# Confinement-induced resonance of two atoms in a harmonic waveguide

A cold atom in a tight laser or magnetic guide resembles an electron in a quantum wire. Transverse motion is quantised into subbands, and at low energy only the lowest one propagates. A collision between two atoms is then the problem of a point scatterer on the axis of the wire. It couples the open subband to all closed ones, whose evanescent tails pile up at the scatterer and renormalise its strength. Olshanii solved this problem in 1998. The result is the coupling constant $g_{1D}$ of the exactly solvable one-dimensional Bose gas, written in terms of the three-dimensional scattering length $a$ and the transverse trap frequency $\omega_\perp$.

Scattering lengths are given in Bohr radii ($a_0 = 0.0529$ nm), trap lengths in µm, magnetic fields in gauss (1 G $=10^{-4}$ T) and energies as $E/h$ in Hz or $E/k_B$ in nK. For orientation, $h\times 1$ Hz equals $k_B\times 48.0$ pK, or 4.14 feV.

## 1. Premises

1. Two identical bosons of mass $m$ move freely along $z$ and feel the isotropic potential $\tfrac12 m\omega_\perp^2\rho_i^2$, with $\rho_i^2=x_i^2+y_i^2$.
2. The range of the interatomic potential is much shorter than every other length, so only s-wave scattering occurs and $a$ describes it fully.
3. The pair enters in the lowest transverse mode, with too little energy to populate another mode that the interaction can reach.

## 2. Separating the centre of mass

Set $\mathbf R=(\mathbf r_1+\mathbf r_2)/2$, $\mathbf r=\mathbf r_1-\mathbf r_2$, $M=2m$ and $\mu=m/2$. The kinetic energy splits into $P^2/2M+p^2/2\mu$. Because the trap is quadratic it splits too:

$$\tfrac12 m\omega_\perp^2(\rho_1^2+\rho_2^2)=\tfrac12 M\omega_\perp^2R_\perp^2+\tfrac12\mu\omega_\perp^2\rho^2 .$$

The interaction depends on $\mathbf r$ alone, so the centre of mass stays in its transverse ground state and drops out. The natural length of the relative motion is

$$a_\perp=\sqrt{\frac{\hbar}{\mu\omega_\perp}}=\sqrt{\frac{2\hbar}{m\omega_\perp}} .$$

It is $\sqrt2$ times the single-atom oscillator length $l_\perp=\sqrt{\hbar/m\omega_\perp}$.

## 3. The regularised contact interaction

Outside the range of the potential, but at distances small against $a_\perp$ and the wavelength, the s-wave function solves Laplace's equation and has its node at $r=a$, which defines the scattering length:

$$\psi(\mathbf r)= -\frac{a\eta}{r}+\eta+o(1),\qquad r\to0. \tag{1}$$

The amplitude $\eta$ is the regular part of $\psi$ at the origin. The operation $\partial_r(r\psi)$ at $r\to 0$ removes the $1/r$ term and returns $\eta$. Since $\nabla^2(1/r)=-4\pi\delta^3(\mathbf r)$, the kinetic energy acting on (1) yields $-(2\pi\hbar^2a/\mu)\,\eta\,\delta^3(\mathbf r)$. The Schrödinger equation holds at the origin only if the interaction cancels this term, which fixes the pseudopotential:

$$V\psi=g\,\delta^3(\mathbf r)\,\partial_r(r\psi)=g\,\eta\,\delta^3(\mathbf r),\qquad g=\frac{2\pi\hbar^2a}{\mu}=\frac{4\pi\hbar^2a}{m}.$$

The equation to solve is

$$\Big[-\frac{\hbar^2}{2\mu}\nabla^2+\tfrac12\mu\omega_\perp^2\rho^2-E\Big]\psi=-g\,\eta\,\delta^3(\mathbf r). \tag{2}$$

It is a Green's-function problem with a point source whose strength $\eta$ must be found self-consistently from (1).

## 4. Subband expansion

Transverse modes with nonzero angular momentum about $z$ vanish on the axis, so the source does not excite them. The modes with zero angular momentum are

$$\phi_n(\rho)=\frac{1}{\sqrt\pi\,a_\perp}\,e^{-\rho^2/2a_\perp^2}L_n\!\left(\rho^2/a_\perp^2\right),\qquad E_n=(2n+1)\hbar\omega_\perp ,$$

with $L_n$ the Laguerre polynomials. With $x=\rho^2/a_\perp^2$ the area element is $\pi a_\perp^2\,dx$, and $\int_0^\infty e^{-x}L_nL_{n'}\,dx=\delta_{nn'}$ gives orthonormality. Since $L_n(0)=1$, every mode has the same value on the axis, $\phi_n(0)=\phi_0(0)=1/(\sqrt\pi a_\perp)$.

Write $E=\hbar\omega_\perp+\hbar^2k^2/2\mu$ and $\psi=\sum_n\chi_n(z)\phi_n(\rho)$. Multiply (2) by $\phi_n$ and integrate over the cross-section, where the $1/r$ singularity is integrable:

$$-\frac{\hbar^2}{2\mu}\chi_n''+(E_n-E)\chi_n=-g\,\eta\,\phi_0(0)\,\delta(z).$$

Integrating across $z=0$ shows that $\chi_n$ is continuous and that its slope jumps by the same amount in every channel:

$$\chi_n'(0^+)-\chi_n'(0^-)=\frac{2\mu g}{\hbar^2}\eta\,\phi_0(0)=4\pi a\,\eta\,\phi_0(0). \tag{3}$$

For $z\ne0$ the channels are free. With an incoming wave in $n=0$, outgoing scattered waves and decay in the closed channels,

$$\chi_0=e^{ikz}+f\,e^{ik|z|},\qquad \chi_{n\ge1}=A_n e^{-\kappa_n|z|}.$$

The decay constants follow from $\hbar^2\kappa_n^2/2\mu=2n\hbar\omega_\perp-\hbar^2k^2/2\mu$:

$$\kappa_n=\frac{2}{a_\perp}\sqrt{n+\epsilon},\qquad \epsilon=-\left(\frac{ka_\perp}{2}\right)^2 .$$

Premise 3 reads $\epsilon>-1$, or $ka_\perp<2$. The source is even in $z$, so only the even part $\cos kz$ of the incoming wave scatters. This is the part allowed for identical bosons, whose wave function is $\cos kz+f e^{ik|z|}$. The slope jumps are $2ikf$ and $-2\kappa_nA_n$, and (3) gives

$$f=\frac{2\pi a\,\eta\,\phi_0(0)}{ik},\qquad A_n=-\frac{2\pi a\,\eta\,\phi_0(0)}{\kappa_n}. \tag{4}$$

## 5. The sum over evanescent modes

The trap potential is smooth, so $\psi+a\eta/r$ is continuous at the origin and its limit can be taken along any direction. The axis is the easiest. Using $\phi_0(0)^2=1/\pi a_\perp^2$ and $1/\kappa_n=a_\perp/(2\sqrt{n+\epsilon})$,

$$\psi(z,\rho=0)=\phi_0(0)\left[e^{ikz}+fe^{ik|z|}\right]-\frac{a\eta}{a_\perp}\Lambda(\xi,\epsilon), \tag{5}$$

$$\Lambda=\sum_{n=1}^\infty F(n+\epsilon),\qquad F(\nu)=\frac{e^{-\xi\sqrt\nu}}{\sqrt\nu},\qquad \xi=\frac{2|z|}{a_\perp}.$$

At $z=0$ the sum diverges like $\sum n^{-1/2}$. This is why a bare delta function, which samples $\psi(0)$ itself, has no meaning here. To isolate the divergence, compare the sum with the integral $\int_0^\infty F\,d\nu=2/\xi$, which follows from the antiderivative $-2e^{-\xi\sqrt\nu}/\xi$. Cutting the integral into unit intervals gives the identity

$$\Lambda=\frac{2}{\xi}-\int_0^{1+\epsilon}\!F\,d\nu+\sum_{n=1}^\infty\left[F(n+\epsilon)-\int_{n+\epsilon}^{n+1+\epsilon}\!F\,d\nu\right].$$

The limit $\xi\to0$ may be taken term by term if the brackets have a summable bound independent of $\xi$. They do. The derivative is $F'=-(1+\xi\sqrt\nu)e^{-\xi\sqrt\nu}/2\nu^{3/2}$, and $(1+u)e^{-u}\le1$ for $u\ge0$, so $|F'|\le1/2\nu^{3/2}$ and each bracket is at most $(n+\epsilon)^{-3/2}/4$. At $\xi=0$ the interval integrals are $2\sqrt{n+1+\epsilon}-2\sqrt{n+\epsilon}$ and they telescope. Hence

$$\Lambda=\frac{2}{\xi}+\mathcal L(\epsilon)+o(1),\qquad \mathcal L(\epsilon)=\lim_{J\to\infty}\left[\sum_{n=1}^J\frac{1}{\sqrt{n+\epsilon}}-2\sqrt{J+\epsilon}\right],$$

where $\sqrt{J+1+\epsilon}$ was replaced by $\sqrt{J+\epsilon}$ because their difference vanishes. The divergent part is $2/\xi=a_\perp/|z|$, so (5) begins with $-a\eta/|z|$, exactly the singular term of (1). The closed subbands together rebuild the three-dimensional $1/r$ core.

For $0<s<1$ the zeta function obeys $\zeta(s)=\lim_{J\to\infty}\left[\sum_{n\le J}n^{-s}-J^{1-s}/(1-s)\right]$, and the Hurwitz function obeys the same formula with shifted $n$. Therefore $\mathcal L(\epsilon)=\zeta(\tfrac12,1+\epsilon)$ and $\mathcal L(0)=\zeta(\tfrac12)\equiv-C$. The Euler–Maclaurin formula evaluates it quickly:

$$\mathcal L(0)\approx\sum_{n=1}^J n^{-1/2}-2\sqrt J-\frac{1}{2\sqrt J}+\frac{1}{24J^{3/2}} .$$

With $J=4$ the sum is 2.78446 and the estimate is $-1.46033$. The converged value is $C=1.46035$.

Differentiating the limit term by term gives $\mathcal L'(0)=-\tfrac12\zeta(\tfrac32)$, so at low energy

$$\mathcal L=-C+\frac{\zeta(3/2)}{8}(ka_\perp)^2+\dots=-C+0.3265\,(ka_\perp)^2+\dots \tag{6}$$

## 6. Closing the loop

By (1), $\eta$ is the constant term of (5):

$$\eta=\phi_0(0)(1+f)-\frac{a}{a_\perp}\mathcal L\,\eta\quad\Rightarrow\quad \eta=\frac{\phi_0(0)(1+f)}{1+\mathcal L\,a/a_\perp}.$$

Insert this in (4) and use $2\pi\phi_0(0)^2=2/a_\perp^2$:

$$ik f=\frac{2a}{a_\perp^2}\,\frac{1+f}{1+\mathcal L\,a/a_\perp}. \tag{7}$$

Solving for $f$,

$$f=-\frac{1}{1+ik\,a_{1D}(k)},\qquad a_{1D}(k)=-\frac{a_\perp^2}{2a}\left[1+\frac{a}{a_\perp}\mathcal L(\epsilon)\right]. \tag{8}$$

Within the premises this is exact for $0<ka_\perp<2$. Since $a_{1D}(k)$ is real, $|1+f|^2+|f|^2=1$ and flux is conserved.

Now take a strictly one-dimensional pair with the potential $g_{1D}\delta(z)$. The slope jump is $(2\mu g_{1D}/\hbar^2)\chi(0)$, so $ikf=(\mu g_{1D}/\hbar^2)(1+f)$. This has the form of (7). Equating the coefficients at $ka_\perp\ll1$, where $\mathcal L=-C$, and using $\hbar^2/\mu a_\perp^2=\hbar\omega_\perp$, gives the result:

$$\boxed{g_{1D}=\frac{2\hbar\omega_\perp a}{1-C\,a/a_\perp},\qquad a_{1D}=-\frac{2\hbar^2}{m\,g_{1D}}=-\frac{a_\perp^2}{2a}\left(1-C\frac{a}{a_\perp}\right),\qquad C=-\zeta(\tfrac12)}$$

The jump condition on the even wave is $\chi'(0^+)/\chi(0)=-1/a_{1D}$, so at low $k$ one has $\chi\propto|z|-a_{1D}$. In this sign convention repulsion, $g_{1D}>0$, means $a_{1D}<0$. Written with the single-atom length, the denominator is $1-1.0326\,a/l_\perp$, since $C/\sqrt2=1.0326$.

## 7. Reading the result

**Weak coupling.** For $|a|\ll a_\perp$, $g_{1D}\to g\,\phi_0(0)^2=2\hbar\omega_\perp a$. This is the lowest-subband average of the contact potential. The denominator carries the virtual transitions to closed subbands.

**Resonance.** At $a=a_\perp/C$ the coupling diverges, $a_{1D}=0$ and $f=-1$ as $k\to0$. The wave function vanishes at contact, which is the hard-core Tonks–Girardeau limit. The mechanism is visible if the open channel is deleted from (5). The closed channels alone then support a state when $a_\perp/a=-\mathcal L(\epsilon)$, and this state reaches the open-channel threshold, $\epsilon=0$, at $a_\perp/a=C$. It is the analogue of the quasi-bound state that an attractive impurity splits off a higher subband of a quantum wire, where it causes full reflection. Since $C>0$ the low-energy resonance needs $a>0$. For $a<0$ the denominator is $1+C|a|/a_\perp$, and confinement weakens the attraction. As $a\to\pm\infty$, $g_{1D}\to-2\hbar\omega_\perp a_\perp/C$.

**Bound state.** Continue (8) to $k=i\kappa$, so that $\epsilon=(\kappa a_\perp/2)^2>0$. The pole condition $\kappa\,a_{1D}=1$ becomes

$$\frac{a_\perp}{a}=-\left[\frac{1}{\sqrt\epsilon}+\mathcal L(\epsilon)\right],\qquad E_b=\frac{\hbar^2\kappa^2}{2\mu}=2\hbar\omega_\perp\epsilon ,$$

with $E_b$ counted below the threshold $\hbar\omega_\perp$. The right side rises monotonically from $-\infty$ at $\epsilon\to0$ to $+\infty$, where it grows as $2\sqrt\epsilon$, so there is one dimer for every $a$. Small positive $a$ gives the free-space value $\hbar^2/2\mu a^2$. Small negative $a$, which binds nothing in free space, gives $\epsilon\ll1$ and the one-dimensional value $E_b=\hbar^2/m a_{1D}^2$.

## 8. From the pair to the gas

If collisions stay binary, $N$ atoms obey the Lieb–Liniger Hamiltonian $H=\sum_j p_j^2/2m+g_{1D}\sum_{i<j}\delta(z_i-z_j)$. For $g_{1D}<0$ the ground state, found by McGuire in 1964, is $\Psi=\exp\left(-\sum_{i<j}|z_i-z_j|/a_{1D}\right)$. It meets the jump condition for every pair and has no nodes. In the sector $z_1<\dots<z_N$ the exponent is $-\sum_j(2j-N-1)z_j/a_{1D}$, and $\sum_j(2j-N-1)^2=N(N^2-1)/3$ gives

$$E_N=-\frac{\hbar^2N(N^2-1)}{6ma_{1D}^2}.$$

For $N\gg1$ the same state is the bright soliton of the mean-field equation $-\frac{\hbar^2}{2m}\varphi''-|g_{1D}|\varphi^3=\mu_c\varphi$, with line density $n=\varphi^2$ normalised to $N$. Substituting $\varphi=\sqrt{n_0}\,\mathrm{sech}(z/\ell)$ and matching the $\mathrm{sech}^3$ and $\mathrm{sech}$ terms gives $\hbar^2/m\ell^2=|g_{1D}|n_0$ and $\mu_c=-\hbar^2/2m\ell^2$. With $N=2n_0\ell$,

$$\ell=\frac{a_{1D}}{N},\qquad n_0=\frac{N^2}{2a_{1D}},\qquad \mu_c=-\frac{\hbar^2N^2}{2ma_{1D}^2},$$

and $\mu_c$ agrees with $dE_N/dN$ up to relative order $1/N^2$.

## 9. Range of validity

**Collision energy.** Equation (8) needs $ka_\perp<2$. The constant $g_{1D}$ needs $ka_\perp\ll1$, and by (6) the first correction adds $0.3265\,(ka_\perp)^2a/a_\perp$ to the denominator. For a gas this requires $k_BT$ and $|\mu_c|$ well below $\hbar\omega_\perp$.

**Trap shape.** Anharmonicity couples relative and centre-of-mass motion and adds further resonances. Anisotropy changes $C$. An axial potential must vary slowly on the scale $a_\perp$, and the free soliton needs an axial frequency $|\omega_z|\ll\hbar/m\ell^2$.

**Finite range.** The van der Waals length $R_{\rm vdW}$ must be far below $a_\perp$. The leading correction comes from $q\cot\delta=-1/a+r_eq^2/2$, where $q$ is the three-dimensional relative wave number, $\delta$ the phase shift and $r_e$ the effective range. Condition (1) then holds with $a(q)=-\tan\delta/q\approx a+\mathcal Vq^2$, where $\mathcal V=r_ea^2/2$. At short distance the whole energy $E$ is kinetic, zero-point part included, so $q^2=2/a_\perp^2$ even at $k=0$. The relative change of $g_{1D}$ is $2\mathcal V/(a\,a_\perp^2)$. Near a zero crossing of $a$ the volume $\mathcal V$ stays finite, so this term grows as $1/|a|$ while $C|a|/a_\perp$ shrinks.

**Density.** In a condensate the mean field of many atoms deforms the transverse profile. Take one atom's mode as $\phi_0+\sum_jc_j\phi_j$, now built with $l_\perp$ in place of $a_\perp$, at locally uniform density $n$. The energy per atom is the oscillator energy plus $\tfrac12 gn\int\phi^4$. To second order in $a$ the admixture adds $\sum_j\left(2j\hbar\omega_\perp c_j^2+2gnI_jc_j\right)$, with $I_j=\int\phi_0^3\phi_j\,d^2\rho$. From $\int_0^\infty e^{-2x}L_j\,dx=2^{-j-1}$ and $g/\pi l_\perp^2=4\hbar\omega_\perp a$ one finds $gI_j=2\hbar\omega_\perp a\,2^{-j}$. Minimising over $c_j$ gives $-\sum_j(gnI_j)^2/2j\hbar\omega_\perp=-2\ln(4/3)\,\hbar\omega_\perp a^2n^2$, because $\sum_{j\ge1}4^{-j}/j=\ln(4/3)$. Multiplying by $n$ and differentiating, the local interaction energy becomes

$$2\hbar\omega_\perp a n\left[1-3\ln(4/3)\,a n\right],\qquad 3\ln(4/3)=0.863 .$$

For $a<0$ this strengthens the attraction and is the precursor of collapse. It exceeds the confinement term once $na_\perp$ is larger than $C/0.863=1.69$.

## 10. Illustration: a $^7$Li soliton guide

The inputs are illustrative and chosen in the range typical of lithium soliton work: mass approximately 7.016 u, $\omega_\perp=2\pi\times700$ Hz, $a=-4\,a_0=-0.212$ nm, set by a magnetic field near a zero crossing of $a$, and $N=1000$. All results are the model's.

| Quantity | Value |
|---|---|
| $\hbar\omega_\perp/k_B$ | 33.6 nK (2.89 peV) |
| $l_\perp$ | 1.435 µm |
| $a_\perp$ | 2.029 µm $=3.83\times10^4\,a_0$ |
| $\lvert a\rvert/a_\perp$ | $1.043\times10^{-4}$ |
| $C\lvert a\rvert/a_\perp$ | $1.52\times10^{-4}$ |
| $2\hbar\omega_\perp a/h$ | $-0.29634$ Hz µm |
| $g_{1D}/h$ | $-0.29629$ Hz µm |
| $a_\perp^2/2\lvert a\rvert$ | 9723 µm |
| $Ca_\perp/2$ | 1.48 µm |
| $a_{1D}$, the sum of the two | 9724 µm |
| dimer $E_b/h$ | 15.2 µHz |

The extra digits of $g_{1D}$ and $a_{1D}$ serve only to display the shift. The resonance of this guide lies at $a=+a_\perp/C=1.39$ µm, or $2.6\times10^4\,a_0$, far away and on the other side of zero.

The soliton has $\ell=9.7$ µm, $n_0=51$ µm$^{-1}$, $\mu_c/h=-7.6$ Hz and $E_N/Nh=-2.5$ Hz. The ratio $|\mu_c|/\hbar\omega_\perp$ is 0.011, and the axial frequency $\omega_z/2\pi$ must stay well below 15 Hz.

The neglected terms compare with the confinement shift of $1.5\times10^{-4}$ as follows.

- Energy dependence: with $k\sim1/\ell$, $ka_\perp=0.21$ and the term from (6) is about $1.5\times10^{-6}$, which is negligible.
- Finite range: $R_{\rm vdW}$ is approximately $32\,a_0$ for lithium, so $R_{\rm vdW}/a_\perp=8\times10^{-4}$. Taking $|\mathcal V|\sim10^5a_0^3$, a few times $R_{\rm vdW}^3$, as an order of magnitude gives a relative change of $3\times10^{-5}$, of undetermined sign. The second digit of the shift is therefore not secure for real atoms.
- Field setting: with a typical slope of $0.08\,a_0$/G near the zero crossing, a field offset of 8 mG changes $g_{1D}$ as much as the confinement term does.
- Transverse mean field: $|a|n_0=0.011$, so the attraction at the soliton centre rises by 0.9 %. This is about sixty times the confinement shift and opposite in sign.

For small negative $a$ the formula thus certifies that $g_{1D}=2\hbar\omega_\perp a$ describes the pair to about two parts in $10^4$, while the soliton is limited at the one per cent level by the density term, which is why its properties carry two digits. The atom number was kept low on purpose, with $N|a|/l_\perp=0.15$. Laboratory $^7$Li solitons typically hold several thousand atoms or more, are a few µm long and often sit nearer the collapse threshold of roughly $N|a|/l_\perp\approx0.67$, which here means $N\approx4.5\times10^3$. At $N=4000$ the model gives $\ell=2.4$ µm, but $|a|n_0$ grows as $N^2$ to 0.17 and the density term reaches 15 % at leading order. The strictly one-dimensional model then makes the soliton too long by a comparable fraction, and it does not contain the collapse at all.